Vinyl fluoride, $\mathrm{CH_2{=}CHF}$, has two carbon atoms joined by a double bond, with fluorine on one of them. In the table C1 is the $\mathrm{CH_2}$ carbon and F3 the fluorine. H4 is the hydrogen on C1 that lies on the same side of the double bond as fluorine, and H6 sits on the carbon that bears the fluorine. The shielding $\sigma$ is the part of the applied magnetic field, in ppm, that the electrons keep away from a nucleus.

A spectrometer reports chemical shifts. A shift is, very nearly, the shielding in a reference compound minus the shielding of the nucleus in question, so a shielding that is too high gives a shift that is too low. The geometry and the density functional are the same in every row. Only the basis changes, that is, the set of functions from which the orbitals are built.

Isotropic GIAO shieldings σ and HOMO-LUMO gaps of vinyl fluoride (C2H3F, SMILES C=CF) from non-relativistic PBE0 calculations in the gas phase, run with PySCF 2.14.0 and density fitting at the PBE0-D3(BJ)/def2-SVP geometry. Atoms are numbered in SMILES order, with the hydrogens after the heavy atoms.

| functional | basis | σ C1 (ppm) | σ F3 (ppm) | σ H4 (ppm) | σ H6 (ppm) | HOMO-LUMO gap (eV) | rough cost (core min) |
| --- | --- | --- | --- | --- | --- | --- | --- |
| PBE0 | IGLO-III | 82.7 | 285.9 | 26.47 | 24.48 | 7.85 | 0.09 |
| PBE0 | aug-cc-pVDZ | 101.8 | 300.9 | 26.41 | 24.40 | 7.79 | 0.07 |
| PBE0 | cc-pVDZ | 102.8 | 290.0 | 26.52 | 24.72 | 8.09 | 0.04 |
| PBE0 | cc-pVTZ | 90.0 | 284.0 | 26.45 | 24.50 | 8.00 | 0.09 |
| PBE0 | pcSseg-0 | 84.5 | 274.7 | 27.66 | 25.78 | 8.20 | 0.02 |
| PBE0 | pcSseg-3 | 81.6 | 284.9 | 26.27 | 24.29 | 7.81 | 0.5 |

### (a) How far is each basis from the largest one for carbon C1, and why do diffuse functions not repair cc-pVDZ?

*Solution.* Two limiting cases show what a shielding calculation has to describe. In a spherical atom the field simply makes the electron cloud circulate, and this current weakens the field at the nucleus. The unperturbed electron density is then enough to give the shielding. This is the diamagnetic part, and even a modest basis describes it well.

In the opposite limit, electrons sit in p orbitals that are held in place by bonds. The field tries to turn these orbitals about the nucleus, which it can do only by mixing empty orbitals into the filled ones. The resulting current strengthens the field at the nucleus and lowers the shielding. A carbon atom in a double bond is close to this limit, so this paramagnetic part is large there.

In symbols, $\sigma=\sigma_\mathrm{d}+\sigma_\mathrm{p}$, and apart from a coupling between the orbital responses

$$
\sigma_\mathrm{p}\;\propto\;-\sum_{o,v}\frac{\langle o|\,\mathbf L\,|v\rangle\cdot\langle v|\,\mathbf L/r^{3}\,|o\rangle}{\varepsilon_v-\varepsilon_o}.
$$

Here $o$ and $v$ are filled and empty orbitals with energies $\varepsilon_o$ and $\varepsilon_v$, $\mathbf L$ is the angular momentum about the nucleus, and $r$ is the distance from it. The factor $1/r^3$ gives most weight to the region close to the nucleus. A basis that lets the p orbitals respond too little there makes $\sigma_\mathrm{p}$ too small in size and the shielding too high.

The table shows an error of this sign. With pcSseg-3, the largest basis here, C1 has a shielding of 81.6 ppm, and every other basis gives more. cc-pVDZ is too high by 21 ppm and cc-pVTZ by 8 ppm, while IGLO-III is only about 1 ppm away. IGLO-III and pcSseg-3 were designed separately, both for magnetic properties, so their agreement supports the yardstick to about that accuracy.

The two parts of the shielding, taken from the same calculations, show where the cc-pVDZ error sits. Relative to pcSseg-3 the diamagnetic part of C1 is off by 1 ppm and the paramagnetic part by 20 ppm. In this division nearly all of the error lies in the response to the field. The division is partly a matter of convention, as part (b) will show, so it supports the explanation without proving it.

Theory offers a reason. The cc sets are built to give good energies, and their inner p functions are tied together in the proportions that suit a free atom. A magnetic field asks for a different shape near the nucleus, which such a fixed combination can hardly supply. Sets made for shieldings leave the inner functions freer. No row changes the inner functions alone, so this cause is argued from the construction of the sets.

Diffuse functions, which aug-cc-pVDZ adds to cc-pVDZ, give freedom in the outer fringe of the molecule, where $1/r^3$ is small. They lower C1 by only 1 ppm and leave it 20 ppm too high. The step from cc-pVDZ to cc-pVTZ, which adds functions in the bonding region as well, lowers it by 13 ppm. The comparison is not a clean one, because cc-pVTZ also adds more functions than the diffuse set does. Still, such unequal gains suggest that it matters where a basis gains freedom.

The energy denominator might seem to offer another explanation, since a smaller gap makes mixing easier. The table can test this only for the smallest denominator, the HOMO-LUMO gap. aug-cc-pVDZ and pcSseg-3 have almost the same HOMO-LUMO gap, 7.79 and 7.81 eV, and still differ by 20 ppm at C1. A converged gap is thus no sign of a converged shielding.

### (b) Shifts are differences. How much of the carbon error survives when two carbons are compared in the same basis?

*Solution.* Suppose that a basis delivers only a fraction $1-f$ of the paramagnetic response, with the same shortfall $f$ at both carbons. Each shielding is then too high by $f\,|\sigma_\mathrm{p}|$. If the two carbons had equal paramagnetic parts, the error would vanish from their difference. If one of them had no paramagnetic part at all, the whole error of the other would remain.

Vinyl fluoride lies between these limits. Take $f$ for cc-pVDZ from C1, where the calculated paramagnetic part is $-154.4$ ppm against $-174.6$ ppm with pcSseg-3:

$$
f = 1-\frac{154.4}{174.6}\approx 0.116 .
$$

The carbon that bears fluorine, called C2 here, was not used to find $f$ and can serve as a test. Its paramagnetic part with pcSseg-3 is $-235.0$ ppm, so its shielding in cc-pVDZ should be too high by

$$
0.116\times 235.0\ \text{ppm}\approx 27\ \text{ppm}.
$$

The calculated shieldings of C2 are 42.6 ppm with cc-pVDZ and 15.2 ppm with pcSseg-3, which is also a difference of 27 ppm. The shortfall is indeed nearly the same fraction at both carbons.

The error left in the difference C1 minus C2 follows at once:

$$
0.116\times(174.6-235.0)\ \text{ppm}\approx -7\ \text{ppm}.
$$

The calculated value is $-6$ ppm, relative to a separation of 66 ppm with pcSseg-3. About 70 % of the C1 error has cancelled. The rest survives because C2 has the larger paramagnetic part and so suffers the larger error.

For cc-pVTZ the same steps give $f=1-166.3/174.6\approx0.048$ and a remaining error of about $-3$ ppm, whereas the calculation gives $-1.6$ ppm. The sign and the order of magnitude are right, but the estimate is nearly twice too large. Both assumptions behind it now fail, in opposite directions: the diamagnetic part of C2 is about 3 ppm too low, and the paramagnetic shortfall is a somewhat larger fraction at C2 than at C1.

The estimate can't be used for aug-cc-pVDZ. There the diamagnetic part of C1 shifts by about 30 ppm and the paramagnetic part by about 50 ppm the other way. Only the sum of the two parts is observable, and their division depends on how the calculation is set up. The sum behaves much as in cc-pVDZ, however: an error of 20 ppm at C1 shrinks to 6 ppm in the difference.

The practical rule is to compute the molecule and its reference in the same basis. Subtracting a pcSseg-3 value for C2 from a cc-pVDZ value for C1 would give $102.8-15.2=87.6$ ppm in place of 66 ppm. The full 21 ppm error would then appear as if it were chemistry. Even in one basis the cancellation depends on the reference. The carbons of tetramethylsilane, the usual choice, are saturated and have a smaller paramagnetic part, so less of the C1 error should cancel against them than against C2.

### (c) Which basis suits carbon, fluorine and hydrogen, and what does it cost?

*Solution.* The size of an error matters only against the purpose. As a rough rule, carbon signals can be assigned if shifts are good to a few ppm, while hydrogen signals need one or two tenths of a ppm, because hydrogen shifts span a much narrower range.

For carbon, cc-pVDZ and aug-cc-pVDZ miss this target even after cancellation, since about 6 ppm remain between the two carbons. cc-pVTZ meets it for this difference, though not for an absolute shielding. As far as the basis error goes, IGLO-III meets it for both, at the same rough cost as cc-pVTZ.

For fluorine, adding diffuse functions to cc-pVDZ does harm. cc-pVDZ is 5 ppm above pcSseg-3, and aug-cc-pVDZ is 16 ppm above it. A likely reason is that cc-pVDZ has two faults that oppose each other. Too little freedom near the nucleus makes the shielding too high, as at carbon. Too little room for the outer lone pairs leaves fluorine with slightly too few electrons, and this makes the shielding too low, because the paramagnetic part shrinks as fluorine comes closer to a round fluoride ion. Diffuse functions seem to mend only the second fault. They take the calculated charge on fluorine (IAO analysis) from $-0.25$ to $-0.27$, which is also the value with pcSseg-3, yet the shielding moves further away. IGLO-III and cc-pVTZ both come within about 1 ppm, which is too close to rank one above the other.

Hydrogen shows a different weakness. The smallest set, pcSseg-0, gives hydrogen only s functions. An s function is round and has no angular momentum about its own nucleus, so an important part of the local response is absent. H4 and H6 come out 1.4 and 1.5 ppm too high, against less than 0.5 ppm in the other sets.

This hydrogen error is again largely shared. In the difference H4 minus H6, pcSseg-0 is off by only 0.1 ppm and cc-pVDZ by 0.2 ppm, relative to a separation of 2.0 ppm. The remaining sets agree with pcSseg-3 to a few hundredths of a ppm. For comparing these two hydrogens, then, pcSseg-0 is far better than its absolute values suggest. With cc-pVDZ less cancels, because its errors at H4 and H6, 0.25 and 0.43 ppm, are unequal.

pcSseg-0 also shows why a basis should not be judged by one nucleus. Its C1 value is only 3 ppm too high, better than that of cc-pVTZ. Yet its fluorine value is 10 ppm too low, and at C1 an error of $+4$ ppm in the diamagnetic part is partly offset by $-1$ ppm in the other. Its family name promises a set made for shieldings, but at this size it is too small to keep the promise.

The sensible working choice for this molecule is IGLO-III. It costs roughly twice as much as cc-pVDZ and removes nearly all of the carbon error. pcSseg-3 costs about six times as much as IGLO-III and changes the carbon and fluorine shieldings by only 1 to 2 ppm, so it serves best as an occasional check. All these runs take less than a core minute, but the cost grows steeply with size: doubling the molecule multiplies it by something like ten, and the factor of six then begins to matter.

A converged basis is still not a guarantee of agreement with a spectrum. The functional, the vibrations of the molecule and a solvent each shift the result. Common functionals, PBE0 among them, tend to make the paramagnetic part of a double-bonded carbon too large, so the converged shielding is usually too low, by clearly more than the last 1 ppm gained from the basis. The error of cc-pVDZ has the opposite sign, so a poor basis can look good against experiment by luck. Once IGLO-III has been reached, further effort is better spent on the functional, the vibrations and the solvent than on a still larger set.
